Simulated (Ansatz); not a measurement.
Al2Au: the change of energy above lowest point with volume scale

Results calculated with Ansatz 0.2.0, not measured. Free energy against uniform scaling of the volume at fixed shape and fractions; periodic cell, basis, potentials, k mesh and filling as listed.

The cell before it is scaled or strained (space group Fm-3m, No. 225):
```
CELL_PARAMETERS angstrom
0.00000 3.00000 3.00000
3.00000 0.00000 3.00000
3.00000 3.00000 0.00000
ATOMIC_POSITIONS crystal
Al 0.25000 0.25000 0.25000
Al 0.75000 0.75000 0.75000
Au 0.00000 0.00000 0.00000
```

Settings of every row: functional r2SCAN; dispersion D3(BJ); accuracy low; potentials norm-conserving; wave cutoff 1034 eV; density cutoff 4136.1 eV; k mesh 7x7x7; k shift 0x0x0; occupations fermi dirac; smearing width 0.2 eV; spin none.

Limits: coarse k mesh, up to 40 meV an atom off; dispersion damping borrowed; loose SCF threshold; no spin-orbit coupling, which can matter with elements this heavy.

| row | volume scale | V (Å³/atom) | energy above lowest point (meV/atom) |
| --- | --- | --- | --- |
| 1 | 0.9 | 16.2 | 69.9 |
| 2 | 0.925 | 16.65 | 35 |
| 3 | 0.95 | 17.1 | ? |
| 4 | 0.975 | 17.55 | 1.6 |
| 5 | 1 | 18 | 0 |
| 6 | 1.025 | 18.45 | 6.7 |
| 7 | 1.05 | 18.9 | 20.6 |
| 8 | 1.075 | 19.35 | 40.7 |
| 9 | 1.1 | 19.8 | 66 |

Question: what energy above lowest point should row 3 give?

Worked fit of energy above lowest point. Take u = (V_r/V)^(2/3) − 1 with V_r = 18.225 Å³ an atom, which is twice the finite (Eulerian) strain; such expansions in the strain, on which the Birch-Murnaghan equation of state is built, carry the rest volume and the bulk modulus. The shown rows have u = 0.08169, 0.06211, 0.02548, 0.00832, -0.00815, -0.02395, -0.03915, -0.05376. Least squares give energy above lowest point = 2.42 − 409.4 × u + 14688 × u² + 5384 × u³ meV/atom; a parabola predicts inner rows, each left out in turn, worse (root mean square 0.39 against 0.069 meV/atom). The rows lie off it by 0.0, 0.1, 0.0, 0.0, 0.0, 0.0, 0.1, 0.0. Its lowest point lies at u = 0.0138, or V = 17.85 Å³ an atom, and the curvature there gives the bulk modulus at fixed shape and fractions, B = (4/9)(1 + u)² E″(u)/V = 122 GPa. The withheld row has u = 0.04339, so the fit gives 2.42 − 409.4 × (0.04339) + 14688 × (0.04339)² + 5384 × (0.04339)³ = 12.7 meV/atom.

The calculation gave 12.8 meV/atom. The fit lies 0.1 meV/atom (0.14 % of the column's range) below it, one unit of the last digit.
